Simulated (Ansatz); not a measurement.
Ligand exchange: C3H8O2Si + C3H8Cd → C2H6O2Si + C4H10Cd

Species: C3H8O2Si `C[SiH2]OC(C)=O`, singlet; C3H8Cd `C[CH2][Cd][CH3]`, singlet; C2H6O2Si `CC(=O)O[SiH3]`, singlet; C4H10Cd `C[CH2][Cd][CH2]C`, singlet. The partners trade CH3 for H: Si–CH3 and C–H bonds give way to Si–H and C–CH3.

Shapes, held fixed at every level: PBE0-D4/def2-TZVP. Flexible molecules stand in one conformer, not always the lowest. Programs: Ansatz 0.2.0. Electronic energies: no zero-point or thermal term.

| level | kind | ΔE (kJ/mol) | less CCSD(T)/def2-TZVPP |
| --- | --- | --- | --- |
| r2SCAN-D4/def2-TZVPP | meta-GGA | +71.8 | +6.1 |
| PBE0-D4/def2-TZVPP | global hybrid | +69.0 | +3.3 |
| wB97X-V/def2-TZVPP | range-separated hybrid | +68.3 | +2.6 |
| B2PLYP/def2-TZVPP | double hybrid | +67.6 | +1.9 |
| MP2/def2-TZVPP | perturbation theory | +67.0 | +1.3 |
| CCSD/def2-TZVPP | coupled cluster or CI | +66.2 | +0.5 |
| CCSD(T)/def2-TZVPP | coupled cluster or CI | +65.7 | 0.0 |

The highest level, CCSD(T)/def2-TZVPP, gives ΔE = +65.7 kJ/mol; the levels span +65.7 to +71.8. The column of differences is taken from that level and isn't an error. No measured value is set beside it here. For atoms past krypton def2 sets carry core potentials with scalar relativity. Outer-core shells of Cd are correlated in most correlated rows, in sets that cover them unevenly.

The exchange is clearly uphill in electronic energy, by +65.7 kJ/mol at CCSD(T): methyl is better placed on silicon, with hydrogen on carbon, than the reverse. The main reason is probably bond polarity. Silicon is electropositive, and its bond to the more electronegative carbon gains ionic character that is largely lost when hydride replaces methyl; the new, nearly nonpolar C–C bond doesn't make up for this. The electron-withdrawing acetoxy group probably adds to the preference by making silicon more positive. Cadmium keeps two Cd–C bonds throughout, so its part should be secondary, limited to the change from a methyl to an ethyl ligand.

Every level gives the same sign, and the spread is small beside the reaction energy, as expected when closed-shell species exchange single bonds and much of the correlation energy cancels. The small shift from CCSD to CCSD(T) likewise gives no hint of strong static correlation. The total alone can't divide the cost between the silicon and cadmium partners.
